\section*{Acoustic vertex of the AlAs X valleys: isotropic formula or Christoffel grid}

\subsection*{Vertex}
A valley with unit axis $\mathbf a$ shifts under strain as (Herring and Vogt, 1956)
\begin{equation}
\delta E=\Xi_d\,\mathrm{Tr}\,\varepsilon+\Xi_u\,\mathbf a\cdot\varepsilon\cdot\mathbf a .
\end{equation}
Tensile $[100]$ stress $X$ lifts the $x$ valley above $y,z$ by $\Xi_u(S_{11}-S_{12})X=\Xi_uX/(C_{11}-C_{12})$; L valleys under $[111]$ stress split by $\tfrac49\Xi_uS_{44}X$. A wave $u\,\mathbf e\,e^{i\mathbf q\cdot\mathbf r}$ gives $\delta E=iqu\,V$, $V=\mathbf v\cdot\mathbf e$, $\mathbf v=\Xi_d\hat{\mathbf q}+\Xi_u(\mathbf a\cdot\hat{\mathbf q})\mathbf a$. Isotropic polarisations yield $V_L=\Xi_d+\Xi_u\cos^2\theta$, $|V_T|=\Xi_u|\sin\theta\cos\theta|$, and zero for the second TA mode. Under equipartition the scattering strength is proportional to $k_BT\sum_\lambda V_\lambda^2/\rho v_\lambda^2=k_BT\,\mathbf v\cdot\Gamma^{-1}\mathbf v$, with $\Gamma_{ik}=C_{ijkl}\hat q_j\hat q_l$.

\subsection*{Solvable model}
Average uniformly over $\hat{\mathbf q}=(c,s,0)=(\cos\phi,\sin\phi,0)$; a real mass ellipsoid would reweight $\phi$. The $x$ and $y$ valleys share one average $W$, so use their mean. With $A=\Xi_d+\Xi_u$, $B=\Xi_d$, $H=C_{11}-C_{12}-2C_{44}$, $t=c^2s^2=(1-\cos4\phi)/8$,
\begin{equation}
w(\phi)=\frac{p+gt}{d+kt}=\frac gk+\frac{b}{D_0(1+\eta\cos4\phi)},
\end{equation}
where $p=\tfrac12(A^2+B^2)C_{44}$, $g=(A^2+B^2)(C_{11}-C_{44})-2AB(C_{12}+C_{44})$, $d=C_{11}C_{44}$, $k=(C_{11}+C_{12})H$, $b=p-gd/k$, $D_0=d+k/8$, $\eta=-k/8D_0$. The series
\begin{equation}
\frac1{1+\eta\cos\psi}=\frac{1+2\sum_{m\ge1}(-r)^m\cos m\psi}{\sqrt{1-\eta^2}},\qquad r=\frac{1-\sqrt{1-\eta^2}}{\eta},
\end{equation}
gives exactly $W=g/k+b/S$, $S=D_0\sqrt{1-\eta^2}$. This closed form rests on the plane and serves only as reference.

Inputs: measured $C_{11},C_{12},C_{44}=119.9,\,57.5,\,56.6$ GPa (compiled, Krieger 1995), typical $\Xi_u=6$ eV, assumed $\Xi_d=1$ eV (poorly known). The model's values are a splitting of 96 meV/GPa, $H=-50.8$ GPa, $\eta=0.199$, $r=0.1005$, $W=0.2940$ eV$^2$/GPa.

\subsection*{Methods}
Work counts multiplications and divisions; memory counts stored constants.

\textbf{HV.} Plane-averaged stiffnesses $C_L=C_{11}-H/4=132.6$ GPa and $C_T=C_{44}+H/4=43.9$ GPa give
\begin{equation}
W_{\rm HV}=\frac{\Xi_d^2+\Xi_d\Xi_u+\tfrac38\Xi_u^2}{C_L}+\frac{\Xi_u^2}{8C_T}.
\end{equation}
Work: three products, factors $3/8$, $1/8$, $1/4$, two divisions. Its error is a floor. In the basis $\hat{\mathbf q}$, $(-s,c,0)$ the remainder is $\delta\Gamma_{LL}=-\delta\Gamma_{TT}=\tfrac H4\cos4\phi$, $\delta\Gamma_{LT}=-\tfrac H4\sin4\phi$. The matching harmonics of $V_L^2$, $V_T^2$, $V_LV_T$ are $\tfrac18\Xi_u^2(\cos4\phi,-\cos4\phi,-\sin4\phi)$. Averaging $-\mathbf v\cdot\Gamma_0^{-1}\delta\Gamma\,\Gamma_0^{-1}\mathbf v$, with $\Gamma_0=\mathrm{diag}(C_L,C_T)$,
\begin{equation}
W-W_{\rm HV}=-\frac{H\Xi_u^2}{64}\Big(\frac1{C_L}+\frac1{C_T}\Big)^2+O(H^2).
\end{equation}

\textbf{HV1.} Adding this term costs six operations (two reciprocals, a square, three products) and moves the floor to $O(H^2)$.

\textbf{Grid.} Evaluate $w=[\tfrac12(A^2+B^2)(c^2\Gamma_{yy}+s^2\Gamma_{xx})-2AB\,cs\,\Gamma_{xy}]/\det\Gamma$ for the $2\times2$ block at $\phi_j=\pi(2j-1)/8n$, $j=1\dots n$. Each direction costs 5 for $\Gamma$, 2 for the determinant, 5 for the numerator and 1 division; setup and normalisation cost 5. Work is $13n+5$, memory $3n+5$ with $c^2,s^2,cs$ tabulated. The node average of $\cos4m\phi$ is $(-1)^l$ for $m=2nl$ and zero otherwise, so
\begin{equation}
\frac{W_n-W}{W}=-\frac{2\kappa r^{2n}}{1+r^{2n}},\qquad \kappa=\frac{b}{SW}=1.59 .
\end{equation}
Each direction gains about $r^{-2}=99$, and work grows as $\ln(1/\delta)$ for tolerance $\delta$.

\begin{center}
\begin{tabular}{lcccc}
method & work & memory & result (eV$^2$/GPa) & relative error\\ \hline
HV & 8 & 4 & 0.2571 & $-1.25\times10^{-1}$\\
HV1 & 14 & 5 & 0.2834 & $-3.61\times10^{-2}$\\
grid, $n=1$ & 18 & 8 & 0.2846 & $-3.18\times10^{-2}$\\
grid, $n=2$ & 31 & 11 & 0.2939 & $-3.25\times10^{-4}$\\
grid, $n=3$ & 44 & 14 & 0.2940 & $-3.28\times10^{-6}$
\end{tabular}
\end{center}

\subsection*{Choice}
Cheapest for a tolerance: HV at 15\,\%, HV1 at 5\,\% (nearly tied with $n=1$), $n=2$ at 1\,\%, $n=3$ at $10^{-5}$. Best inside a budget: HV for 10 operations, HV1 for 15, $n=1$ for 20, $n=2$ for 35, $n=3$ for 50.

The $z$-polarised mode, with $V=0$ here, couples piezoelectrically with $V_{\rm pz}=2ee_{14}cs/\epsilon_0\epsilon_sq$, unscreened. Since $\langle4t\rangle=\tfrac12$, it adds $(ee_{14}/\epsilon_0\epsilon_sq)^2/2C_{44}$. For assumed $|e_{14}|=0.23$ C/m$^2$ (poorly known) and measured $\epsilon_s=10.06$ (compiled, Ioffe Institute) this is $0.059\,(\mathrm{nm}^{-1}/q)^2$ eV$^2$/GPa, equal to the model's $W$ at $q=0.45$ nm$^{-1}$. This term and the uncertain deformation potentials outweigh the HV1 error, so $n=2$ already exceeds what the inputs support.